**Problem.** A ZnO bicrystal holds one planar grain boundary carrying trapped electrons, with ohmic contacts on both grains. (a) Find the charge and capacitance of one depletion layer. (b) Find the small-signal capacitance of the boundary. (c) Derive the capacitance-voltage relation of Mukae, Tsuda and Nagasawa (1979) for a pinned barrier, and extract $N$, $\phi$ and $N_t$. (d) Examine the pinning premise. (e) State the range of validity. (f) Evaluate a model boundary.

## Premises and conventions

The boundary is the plane $x=0$, grain L fills $x<0$ and grain R fills $x>0$. The charge $e$ is positive, $V_T=k_BT/e$, and $\varepsilon=\varepsilon_r\varepsilon_0$ is the static permittivity along the boundary normal. The band bending $\psi(x)=[E_C(x)-E_C(\text{bulk})]/e$ is counted in volts from the bulk of the same grain; its values at $x=0$ are $\psi_L$ and $\psi_R$, both equal to $\phi$ at zero bias. A bias $V>0$ makes grain R positive. Lower-case $c=C/A$ is capacitance per unit area.

- P1. The problem is one-dimensional; both grains have the same $\varepsilon$ and the same uniform density $N$ of ionised donors; electrons are non-degenerate and holes absent.
- P2. The boundary is a sheet of zero thickness with net charge $-en_t$ per unit area, and $N_t=n_t(V=0)$.
- P3. The Fermi level is flat in each grain, so all of $V$ drops across the boundary.
- P4. The sheet charge follows the dc bias but not the ac test signal.
- P5. Pinning: $\psi_L=\phi$ at every dc bias.

## (a) One depletion layer

In grain R the electrostatic potential is $-\psi$ plus a constant and $n=Ne^{-\psi/V_T}$, so Poisson's equation is
$$\varepsilon\,\psi''=eN\left(1-e^{-\psi/V_T}\right).$$
Multiply by $\psi'$ and integrate from the bulk, where $\psi=\psi'=0$, to the boundary, where $\psi=\psi_s$:
$$\tfrac12\varepsilon\,\psi'(0)^2=eN\left[\psi_s-V_T\left(1-e^{-\psi_s/V_T}\right)\right].$$
By Gauss's law the positive space charge per unit area is $Q=\varepsilon|\psi'(0)|$. For $\psi_s\gg V_T$ the exponential drops out:
$$Q=\sqrt{2e\varepsilon N(\psi_s-V_T)},\qquad \frac{1}{c_s}=\left(\frac{dQ}{d\psi_s}\right)^{-1}=\sqrt{\frac{2(\psi_s-V_T)}{e\varepsilon N}}.\tag{1}$$
The abrupt-depletion approximation omits $V_T$. It sets $\psi''=eN/\varepsilon$ over a width $w$, so $\psi_s=eNw^2/2\varepsilon$, and
$$w=\sqrt{\frac{2\varepsilon\psi_s}{eN}},\qquad Q=eNw,\qquad c_s=\frac{\varepsilon}{w}.\tag{2}$$
Equations (1) and (2) differ only by the shift $\psi_s\to\psi_s-V_T$. The work below uses (2), and the shift is restored in (c). Grain L is the mirror image.

## (b) Two layers in series

By P3, $E_{F,R}=E_{F,L}-eV$. The bulk distance $E_C-E_F$ is the same in both grains and $E_C$ is continuous at $x=0$, hence
$$\psi_R=\psi_L+V.\tag{3}$$
The field vanishes in both bulks, so the boundary region is neutral overall:
$$en_t=Q_L+Q_R=eN(w_L+w_R).\tag{4}$$
Add a small signal $\delta V$. By P4, $\delta n_t=0$, so $\delta Q_R=-\delta Q_L\equiv\delta Q$. Electrons leave the edge of layer R and an equal number enter the edge of layer L; $\delta Q$ is the charge that passes through the external circuit. From (3),
$$\delta V=\delta\psi_R-\delta\psi_L=\frac{\delta Q}{c_R}+\frac{\delta Q}{c_L},$$
so that with (2)
$$\frac1c=\frac1{c_L}+\frac1{c_R}=\frac{w_L+w_R}{\varepsilon}=\sqrt{\frac{2\psi_L}{e\varepsilon N}}+\sqrt{\frac{2(\psi_L+V)}{e\varepsilon N}}.\tag{5}$$
Equations (4) and (5) give $n_t=\varepsilon N/c$ at any bias, with or without pinning. If $n_t$ were frozen on the dc time scale too, $c$ would not depend on $V$ at all: within P1 to P4 the fall of $c$ with bias records the filling of interface states.

## (c) The Mukae relation

At $V=0$ the two terms of (5) are equal:
$$\frac1{c_0}=2\sqrt{\frac{2\phi}{e\varepsilon N}}.$$
So $1/2c_0$ is the inverse capacitance of one layer at band bending $\phi$. By P5 layer L keeps that bending, and its term in (5) stays $1/2c_0$. Subtract it and square:
$$\boxed{\,y(V)\equiv\left(\frac1c-\frac1{2c_0}\right)^2=\frac{2(\phi+V)}{e\,\varepsilon_r\varepsilon_0N}\,}\tag{6}$$
Here $\phi$ is in volts, $V\ge0$ is the voltage on one boundary and $c$ refers to one boundary and unit area. The plot of $y$ against $V$ is a straight line with slope $s$ that cuts the voltage axis at $-\phi$:
$$N=\frac{2}{e\varepsilon s},\qquad \phi=\frac{y(0)}{s},\tag{7}$$
with $y(0)$ extrapolated from the fitted line. Equation (4) at zero bias, with both layers counted, gives
$$N_t=2Nw_0=2N\sqrt{\frac{2\varepsilon\phi}{eN}}=\sqrt{\frac{8\,\varepsilon_r\varepsilon_0N\phi}{e}}.\tag{8}$$

Three remarks complete the answer.

1. The slope fixes the product $\varepsilon N=2/es$. Then $\phi$ and $N_t=(4/e)\sqrt{\phi/s}$ are independent of the permittivity assumed; only $N$ and the widths depend on it.
2. The extrapolated $y(0)$ must equal $1/4c_0^2$, in which case $N_t=2/(esc_0)$. This is a necessary test of P5.
3. With (1) in place of (2), every step holds with $\phi\to\phi-V_T$. The intercept is then $\phi-V_T$, and this same quantity belongs in (8), so $N_t$ computed from the intercept needs no correction, while the true band bending is larger by $V_T=25.9$ mV at 300 K. The barrier counted from the Fermi level is larger again by $k_BT\ln(N_C/N)$.

## (d) How well can the barrier be pinned?

**Interface Fermi level.** Let electrons reach the boundary by thermionic emission. The flux from L is $j_L\propto\exp[-(E_C(0)-E_{F,L})/k_BT]$ and that from R is $j_Le^{-V/V_T}$. A state at energy $E$, fixed relative to $E_C(0)$, with occupation $f$ captures at a rate proportional to $(j_L+j_R)(1-f)$ and emits at a rate $bf$, with $b$ independent of bias. Detailed balance at $V=0$, where the two fluxes are equal and $f/(1-f)=e^{(E_F-E)/k_BT}$, fixes $b$. The steady state is
$$\frac{f}{1-f}=e^{(E_{F,L}-E)/k_BT}\,\frac{1+e^{-V/V_T}}{2},$$
a Fermi function with level $E_{F,i}=E_{F,L}-e\Delta$, where
$$\Delta(V)=V_T\ln\frac{2}{1+e^{-V/V_T}}.\tag{9}$$
For $V\ll V_T$, $\Delta\to V/2$, as symmetry demands; for $V\gg V_T$, $\Delta\to V_T\ln2=17.9$ mV at 300 K.

**Charge balance.** Write $\psi_L=\phi-\eta$. Lowering the barrier brings $E_C(0)$ closer to $E_{F,L}$ by $e\eta$, so $E_{F,i}$ rises relative to the interface states by $e(\eta-\Delta)$. For a constant density of states $D$ per unit area and energy, (4) becomes
$$N\left[w(\phi-\eta)+w(\phi-\eta+V)-2w_0\right]=eD\,(\eta-\Delta).\tag{10}$$
Expand the left side to first order in $\eta$, using $eN\,dw/d\psi_s=c_s$, with $w_R$, $c_L$, $c_R$ taken at $\eta=0$:
$$\eta\simeq\frac{\Delta+N(w_R-w_0)/eD}{1+(c_L+c_R)/e^2D}.\tag{11}$$
Pinning needs $e^2D\gg\varepsilon/w_0$, and empty states must last over the whole bias range. Even $D\to\infty$ leaves $\eta=\Delta$: P5 is never exact.

**Effect on the plot.** From (5), with the true slope $s=2/e\varepsilon N$, $\sqrt{y/s}=\sqrt{\phi-\eta}+\sqrt{\phi-\eta+V}-\sqrt\phi$, and to first order
$$y\simeq s\left[\phi+V-\eta\left(1+\sqrt{1+V/\phi}\right)\right].\tag{12}$$
Since $\eta$ grows with $V$ while states fill, the fitted slope is too small and $N$ comes out too large.

## (e) Range of validity

- **Bias.** $V\gg V_T$ for the fitted points, because of (9), and $\eta\ll\phi$. The upper limit is the collapse of the barrier, by exhaustion of empty states or by holes from impact ionisation; in ZnO varistors this occurs typically near 3 V per boundary. Hole generation is excluded while $e(\phi+V)$ stays below the gap, 3.44 eV as a compiled value (Miglio 2020) and somewhat less at 300 K.
- **Frequency.** At zero bias each grain exchanges charge with the interface through a conductance of at most about $g=J_0/V_T$, with $J_0=eNv_Re^{-\phi/V_T}$ and $v_R=\sqrt{k_BT/2\pi m^*}$; the limit corresponds to unit capture probability. An excess $\delta n_t$ raises the barrier by $e\,\delta n_t/2c_s$ and $E_{F,i}$ by $\delta n_t/D$, so it decays at the rate $1/\tau=2g\,(1/2c_s+1/e^2D)$. Under bias the total flux, as a current density, is $J_0e^{\eta/V_T}(1+e^{-V/V_T})=2J_0e^{(\eta-\Delta)/V_T}$ and the barrier rises by $e\,\delta n_t/(c_L+c_R)$, so $1/\tau=2g\,e^{(\eta-\Delta)/V_T}[1/(c_L+c_R)+1/e^2D]$. P4 requires $\omega\tau\gg1$ and a dc sweep slow against $\tau$. The series resistance $R_s$ of the grains requires $\omega R_sC\ll1$.
- **Symmetry.** If $N_L\ne N_R$, then $1/2c_0$ is not the inverse capacitance of the forward-biased layer and (6) fails. Plots for both polarities must coincide.
- **Donors.** Deep bulk levels that follow the bias add to $N$ and make $c$ depend on frequency. Shallow donors in ZnO, typically a few tens of meV deep, may be partly neutral in the bulk, with ionised fraction $r$. They are emptied in the depleted region, so the slope still gives the full $N$. The first integral in (a) loses $NV_Tr$ from free electrons and $-NV_T\ln r$ from bound ones, and the shift $V_T$ becomes $V_T(r-\ln r)$, which is 30.8 mV for $r=1/2$.
- **Interlayer.** An insulating film of thickness $d$ and similar permittivity adds $d/\varepsilon$ to $1/c$ and leaves $d/2\varepsilon$ in $\sqrt y$, a fraction $d/2w_0$ of its zero-bias value.
- **Polarity.** $N_t$ is the net sheet charge. Where the direction of the polar axis changes across the boundary, the bound charge from the jump in normal polarisation is part of it, and the number of trapped electrons differs from $N_t$.
- **Permittivity.** For a normal along $c$ the thin layer is clamped laterally but free along the normal. Zero stress, $C_{33}S_3=e_{33}E_3$, turns $\varepsilon^SE_3+e_{33}S_3$ into $(\varepsilon^S+e_{33}^2/C_{33})E_3$.
- **Ceramics.** For $m$ identical boundaries in series use $V/m$ and $mC/A$; a spread of barriers and grain sizes is outside the model.

## (f) Numerical illustration

Take a twist boundary with its normal along $c$ and the same polarity in both grains. Compiled values: $\varepsilon_r=8.91$ along $c$ at fixed strain (Wu 2005), $m^*=0.24\,m_e$ (Karazhanov 2005, low temperature), $C_{33}=209.5$ GPa (Oses 2018). Assumed inputs, chosen to be typical of electrically active, varistor-type ZnO boundaries: $N=5\times10^{17}$ cm$^{-3}$, $\phi=0.80$ V, with $A=1$ mm$^2$ and $T=300$ K. The shift $V_T$ is taken as absorbed in $\phi$.

Then $\varepsilon=7.89\times10^{-11}$ F/m, $s=3.16\times10^5$ m$^4$F$^{-2}$V$^{-1}$, $w_0=39.7$ nm and $c_0=\varepsilon/2w_0=99.4$ nF/cm$^2$. The pinned columns follow from (2), (4), (5) and (6). The last three columns solve (10) numerically for an assumed $D=10^{13}$ cm$^{-2}$eV$^{-1}$. The unit of $y$ is $10^5$ m$^4$F$^{-2}$.

| $V$ (V) | $w_R$ (nm) | $C$ (pF) | $y$ | $n_t$ ($10^{12}$ cm$^{-2}$) | $\psi_L$ (V), finite $D$ | $C$ (pF) | $y$ |
|---|---|---|---|---|---|---|---|
| 0 | 39.7 | 994 | 2.53 | 3.97 | 0.800 | 994 | 2.53 |
| 1 | 59.5 | 795 | 5.70 | 4.96 | 0.703 | 829 | 4.94 |
| 2 | 74.3 | 692 | 8.86 | 5.70 | 0.641 | 733 | 7.42 |

**Pinned case.** The line through 1 V and 2 V returns the inputs through (7), $N=5.0\times10^{17}$ cm$^{-3}$ and $\phi=0.80$ V, and (8) gives $N_t=4.0\times10^{12}$ cm$^{-2}$. To hold the barrier up to 2 V the boundary must accept $1.73\times10^{12}$ further electrons per cm$^2$.

**Limit $D\to\infty$.** With $\eta=17.9$ mV the same two-point fit gives $N=5.03\times10^{17}$ cm$^{-3}$ and $\phi=0.77$ V. The slope is nearly untouched and the intercept is 4% low.

**Finite $D$.** The scale in the pinning condition is $\varepsilon/e^2w_0=1.24\times10^{12}$ cm$^{-2}$eV$^{-1}$, an eighth of $D$. At 2 V, (11) gives $\eta=0.160$ V against 0.159 V from (10). The slope between 1 V and 2 V is $2.48\times10^5$ m$^4$F$^{-2}$V$^{-1}$, and (7) and (8) yield the apparent values $N=6.4\times10^{17}$ cm$^{-3}$, $\phi=0.99$ V and $N_t=5.0\times10^{12}$ cm$^{-2}$, too high by 28%, 24% and 26%. The line extrapolates to $y(0)=2.46$ against $1/4c_0^2=2.53$, a mismatch of only 3%. A nearly straight plot therefore does not prove pinning.

**Other premises.** The effective density of states $N_C=2(2\pi m^*k_BT/h^2)^{3/2}=2.95\times10^{18}$ cm$^{-3}$ gives $N/N_C=0.17$ and $k_BT\ln(N_C/N)=46$ meV, so the electrons are non-degenerate, with modest margin. The tunnelling energy $E_{00}=(e\hbar/2)\sqrt{N/m^*\varepsilon}=9.0$ meV lies below $k_BT$, so thermionic emission serves as an order-of-magnitude estimate of the flux. With $v_R=5.5\times10^4$ m/s, $J_0=1.6\times10^{-4}$ A/m$^2$ and $1/\tau\approx4$ s$^{-1}$ for unit capture probability. At 2 V only grain L supplies electrons; the total flux rises by $e^{(\eta-\Delta)/V_T}\approx2.4\times10^2$ and the rate reaches roughly $1\times10^3$ s$^{-1}$. A 100 kHz signal has $\omega=6.3\times10^5$ s$^{-1}$ and meets P4. For 1 mm of crystal in total and a typical mobility of about 100 cm$^2$/(V s), $R_s=1.2\ \Omega$ and $1/(2\pi R_sC_0)=1.3\times10^8$ Hz, far above that frequency. An interlayer of 1 nm changes $\sqrt{y(0)}$ by 1.3%. With an approximate $e_{33}\approx1.2$ C/m$^2$ the piezoelectric term adds 0.78 to $\varepsilon_r$, which lowers an $N$ extracted from a given slope by 8% and leaves $\phi$ and $N_t$ unchanged.

The model's zero-bias charge, $N_t=4.0\times10^{12}$ cm$^{-2}$, follows from inputs chosen to lie in the typical varistor range and is the model's number, not a property of ZnO. For this boundary the leading limit on (6) is incomplete pinning, about a quarter in each extracted parameter at $D=10^{13}$ cm$^{-2}$eV$^{-1}$, ahead of the permittivity (8% in $N$) and the thermal shifts (a few tens of mV in $\phi$).